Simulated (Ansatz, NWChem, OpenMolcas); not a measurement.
Computed against measured: dipole moment

10 molecules of light elements (H to F); the dipole moment in D, computed less measured. Shapes, held fixed at every level: PBE0-D4/def2-TZVP. No vibrational averaging. Dipoles are compared by magnitude; molecules under 1 D, whose direction can flip, are left out. Programs: Ansatz 0.2.0, NWChem 7.3.0, OpenMolcas 26.06. A level may come from different programs for different species; with the same settings they agree closely. Measured values: NIST CCCBDB.

Levels: A = HF/def2-SVP; B = B3LYP/6-31G* (Cartesian functions); C = PBE0/def2-SVP.

```json
{"molecule": "HCN (hydrogen cyanide)", "measured": "2.98", "A": "+0.21", "B": "-0.08", "C": "-0.09"}
{"molecule": "H2O (water)", "measured": "1.85", "A": "+0.28", "B": "+0.22", "C": "+0.15"}
{"molecule": "H2CO (formaldehyde)", "measured": "2.33", "A": "+0.40", "B": "-0.19", "C": "-0.14"}
{"molecule": "CH3N (methanimine)", "measured": "2.00", "A": "+0.20", "B": "-0.05", "C": "-0.07"}
{"molecule": "C2H2F2 (vinylidene fluoride)", "measured": "1.38", "A": "+0.08", "B": "-0.43", "C": "-0.31"}
{"molecule": "C2H3F (SMILES C=CF)", "measured": "1.43", "A": "+0.23", "B": "-0.23", "C": "-0.12"}
{"molecule": "C2H3F3 (1,1,1-trifluoroethane)", "measured": "2.32", "A": "+0.26", "B": "-0.31", "C": "-0.11"}
{"molecule": "C3H3NO (oxazole)", "measured": "1.50", "A": "+0.02", "B": "+0.05", "C": "+0.05"}
{"molecule": "C2H7N (dimethylamine)", "measured": "1.03", "A": "+0.06", "B": "-0.04", "C": "-0.07"}
{"molecule": "C4H5N (pyrrole)", "measured": "1.84", "A": "+0.18", "B": "+0.10", "C": "+0.19"}
```

Question: Sum up the errors.

Answer: 
```tsv
level	kind	mean error	mean absolute error	worst case
HF/def2-SVP	Hartree–Fock	+0.192	0.192	H2CO
B3LYP/6-31G* (Cartesian functions)	global hybrid	-0.096	0.170	C2H2F2
PBE0/def2-SVP	global hybrid	-0.052	0.130	C2H2F2
```

On this set PBE0/def2-SVP has the smallest mean absolute error and HF/def2-SVP the largest. HF/def2-SVP is too high in 10 of 10; B3LYP/6-31G* (Cartesian functions) is too low in 7 of 10; PBE0/def2-SVP is too low in 7 of 10. The levels differ in basis as well as in method. The tabulated value of C4H5N is in doubt (older tables, estimates, or at odds with other calculations) and kept here. Over the 9 molecules whose values aren't doubted the mean absolute errors are A 0.193; B 0.178; C 0.123. The largest two are near a tie. The set is small.

Hartree–Fock exaggerates polarity throughout, most strongly in formaldehyde (+0.40 D). Without electron correlation, too much charge stays on the electronegative atom; correlation returns part of it, notably by mixing in π→π* character that weakens the C=O polarisation. PBE0 in the same basis accordingly gives smaller dipoles, except in oxazole, where the change is slight and upward, and in pyrrole, where the two nearly coincide.

The hybrids' negative mean errors come largely from the three fluorides. A compact basis without diffuse functions probably describes the fluorine lone-pair density poorly, and in Hartree–Fock this shortfall may be masked by the excess polarity. Water goes the other way, too polar at every level, as is familiar for small basis sets that lack the flexibility to describe the oxygen lone pairs.

PBE0's lead over B3LYP also rests almost wholly on the fluorides; on the other molecules the two perform about equally, so the ranking supports no general preference for PBE0. Nor does a small dipole error establish an accurate density, since local errors can cancel in the moment.
